## A band gap read beside its minimum: gallium phosphide under strain

The band gap of a semiconductor is the energy between its highest filled and its lowest empty electron state. These two states may have different wave vectors k, and the gap is then called indirect. The least direct gap is the smallest energy between a filled and an empty state at the same k. Both were computed for zincblende gallium phosphide with the r2SCAN functional and spin–orbit coupling, at seven volumes of the same crystal. The pressure practically vanishes at 20.244 Å³/atom, so the smaller volumes are compressed and the two larger ones stretched.

Zincblende GaP under hydrostatic strain, computed with Ansatz 0.2.0 using r2SCAN with spin–orbit coupling, PAW potentials, a 500 eV plane-wave cutoff and an 8×8×8 k mesh. Both gaps are the smallest found over the mesh and a set of additional k points.

| volume (Å³/atom) | shortest distance (Å) | band gap (eV) | least direct gap (eV) |
| --- | --- | --- | --- |
| 17.910 | 2.266 | 1.569 | 3.443 |
| 18.476 | 2.289 | 1.640 | 3.159 |
| 19.053 | 2.313 | 1.705 | 2.880 |
| 19.642 | 2.337 | 1.764 | 2.606 |
| 20.244 | 2.360 | 1.817 | 2.338 |
| 20.857 | 2.384 | 1.911 | 2.076 |
| 21.483 | 2.407 | 1.820 | 1.820 |

### Two valleys that approach each other

The lowest empty band of GaP has two valleys that matter here. One lies at the zone centre Γ, directly above the top of the filled bands. The other lies on the line from Γ to the zone-boundary point X, most of the way out. The band gap belongs to the lower of the two valleys, and the least direct gap in this table belongs to Γ at every volume.

The valleys respond differently to volume because their states are built differently. The state at Γ is an antibonding combination of s orbitals on gallium and phosphorus. Longer bonds weaken the overlap, so this state comes down towards the filled bands when the crystal expands. The valley near X has a more mixed character and rises slightly against the top of the filled bands. This is the standard picture for such semiconductors, and the table agrees with it: over the first five volumes the direct gap shrinks by 1.1 eV, while the indirect gap grows by a quarter of an electronvolt.

Each valley by itself should change smoothly, since the crystal keeps its symmetry and its bonding throughout. That smoothness is what makes a faulty value visible.

### The step that does not fit

Up to equilibrium the band gap rises by 0.071, 0.065, 0.059 and 0.053 eV from one volume to the next. Each step is 0.006 eV smaller than the one before, so the next should be about 0.047 eV. The table has 0.094 eV instead, twice as much. The suspicious value is therefore the 1.911 eV at 20.857 Å³/atom.

The following drop, to 1.820 eV, looks more dramatic but has an ordinary cause. In that row the band gap equals the least direct gap, which means that the valley at Γ has become the lowest. A change of valley puts a kink into the band gap and can turn a rise into a fall. It can't make the gap jump upwards beforehand, because the band gap follows whichever valley is lower.

The direct gap serves as a control. It comes from the same calculations, and it falls by steps that shrink evenly from 0.284 to 0.256 eV. Nothing unusual happens to it at 20.857 Å³/atom. The fault is thus confined to the valley near X, which points to the way in which that valley was read.

### Where the valley was read

A calculation for a crystal evaluates the bands at a finite set of k points. Here the regular mesh places points on the line from Γ to X at every quarter of its length. The valley's minimum falls between the last two of them, at 75 % and 100 % of the way. The lowest energy found on such a set can only be equal to or higher than the true minimum, so a coarse set makes the gap too large. The top of the filled bands is at Γ, which belongs to the mesh at every volume, so that end of the gap adds no error of its own.

For the first five volumes an extra k point close to the minimum was evaluated as well. The place of the conduction edge moved gently with expansion, from 87.5 % to 84.9 % of the way to X. At 20.857 Å³/atom it leaps to 75 %, exactly a point of the mesh. No physical valley moves like that under one per cent of linear strain; the edge was simply taken from the lowest point at hand.

Why the extra point was used for some volumes only is less certain. It bears the label of another functional, PBE, whose minimum may lie slightly off that of r2SCAN. Perhaps PBE already put the valley at Γ lowest at 20.857 Å³/atom, so that its search offered no point near X. This guess has not been tested, and the diagnosis doesn't depend on it.

### How large the error should be

Near its minimum a band curves upwards like a parabola, as the kinetic energy of a particle does. At a distance q from the minimum the energy is higher by

ΔE = ħ²q² / 2m*

where m* is the effective mass, which expresses how flat the valley is. A mass of about one free-electron mass is a sensible rough choice along this line, and it makes ħ²/2m* about 3.8 eV Å².

The equilibrium volume provides a test, since there the gap is known both with the extra point and on the mesh alone.

1. The cubic cell holds eight atoms, so its edge is (8 × 20.244)^(1/3) = 5.45 Å.
2. The distance from Γ to X is 2π/5.45 = 1.15 Å⁻¹.
3. The extra point, which stands in for the minimum, at 84.9 % lies 9.9 % of this distance from the mesh point at 75 %, so q = 0.099 × 1.15 = 0.114 Å⁻¹.
4. The energy error is 3.8 × 0.114² ≈ 0.05 eV.

The calculation itself gives 1.868 eV on the mesh alone against 1.817 eV with the extra point, a difference of 0.051 eV. The close match shouldn't be overrated, because the mass was only a rough choice. What the estimate establishes is the scale: a quarter-line spacing of mesh points is enough to cause an error of some hundredths of an electronvolt.

The parabola does much worse in the strongly compressed crystal. At the smallest volume it predicts 0.086 eV, while the mesh error is only 0.031 eV. There the extra point lies midway between the two mesh points, and the mesh can use X itself. In silicon two empty bands meet at X. In zincblende GaP the difference between the two elements splits them, and the lower one flattens into a low hump. Theory therefore leads us to expect a shallower climb on that side than the parabola assumes.

### What the value should have been

The error can be removed in two ways. The first uses the smoothness of the valley. Let x = ln(V/V₀), where V is the volume and V₀ its equilibrium value. A quadratic in x was fitted by least squares to the five volumes up to equilibrium, which were all read with the extra point. Continued to 20.857 Å³/atom, which took no part in the fit, it gives 1.864 eV.

The second way uses the mesh. If the mesh error at 20.857 Å³/atom is the same as at equilibrium, the corrected gap is 1.911 − 0.051 = 1.860 eV. The two answers differ by 0.004 eV, although one relies on the trend with volume and the other on the sampling of k. About half of the suspicious step is therefore an artefact, and the other half is the valley's real rise.

An error of 0.05 eV may seem harmless beside a gap of nearly 2 eV, but it is not harmless in a derivative. The response of a gap to strain can be expressed as its change per unit of ln V, a deformation potential. Taken from the tabulated step into 20.857 Å³/atom it would be 3.2 eV; with the fitted gap it is 1.6 eV. Someone who used that step to predict how the gap responds to a uniform change of volume would be wrong by a factor of two.

The mesh-only gaps teach a further lesson about consistency. They are too high at each of the first five volumes, yet they rise without a jump, by 1.911 − 1.868 = 0.043 eV in the step concerned. That is close to the 0.047 eV of the smooth trend. Even this series has a kink, since its step shrinks from 0.068 to 0.050 eV on reaching equilibrium, probably because the lowest mesh point changes there from X to the one at 75 %. For a slope, a coarse reading used throughout still does less damage here than a fine reading that gives way to a coarse one.

### Does the change of valley survive?

The most stretched crystal was also read without the extra point, so its direct gap deserves a second look. A lower minimum near X might have gone unnoticed between the mesh points. The fitted curve puts that valley's gap at 1.906 eV, which is 0.086 eV above the direct gap. A curve of the same kind for the direct gap, fitted to the same five volumes, misses the last one by only 0.004 eV, and an error of that order in the indirect curve wouldn't change which valley is lower. The gap there is direct at this level of theory, and the two fitted curves cross near 21.3 Å³/atom.

### An error that smoothness hides

The functional brings in a second failure of a quite different kind. At equilibrium the computed gaps are 1.817 eV (indirect) and 2.338 eV (direct). Measured values are roughly 2.3 and 2.8 eV, recalled and rounded, so both computed gaps are too small by about half an electronvolt. This is ten times the sampling error, yet no step in the table betrays it, because an error that varies smoothly with volume leaves no jump.

Its cause lies in what the computed levels mean. A measured gap is the cost of removing an electron from the crystal and adding one elsewhere. The level difference of a functional such as r2SCAN leaves out part of the jump in potential that an added electron feels. Spin–orbit coupling is already included, and the zero-point motion of the atoms lowers a measured gap, so neither accounts for the shortfall.

The crossing of the valleys depends on the difference between the two gaps, in which much of this error cancels at equilibrium. What remains still matters. Near the crossing the valleys approach each other by about 10 eV per unit of ln V, so an error of 0.1 eV in their separation would shift the crossing volume by 0.1/10, or one per cent.

### The same reading in neighbouring crystals

Silicon also has its lowest valley on the line from Γ to X, roughly 85 % of the way out, and the same care with k points applies to it. Gallium arsenide at ambient pressure has its lowest valley at Γ, which a mesh centred there contains at any spacing. Its gap resembles the direct gap of this table, and it becomes sensitive to the sampling near X only once compression has made that valley the lowest. The place of the band edge therefore belongs beside the gap itself: a sudden move within the same valley onto a mesh point suggests a change of reading, whereas a move to another part of k space, as to Γ here, can be a real change of valley.
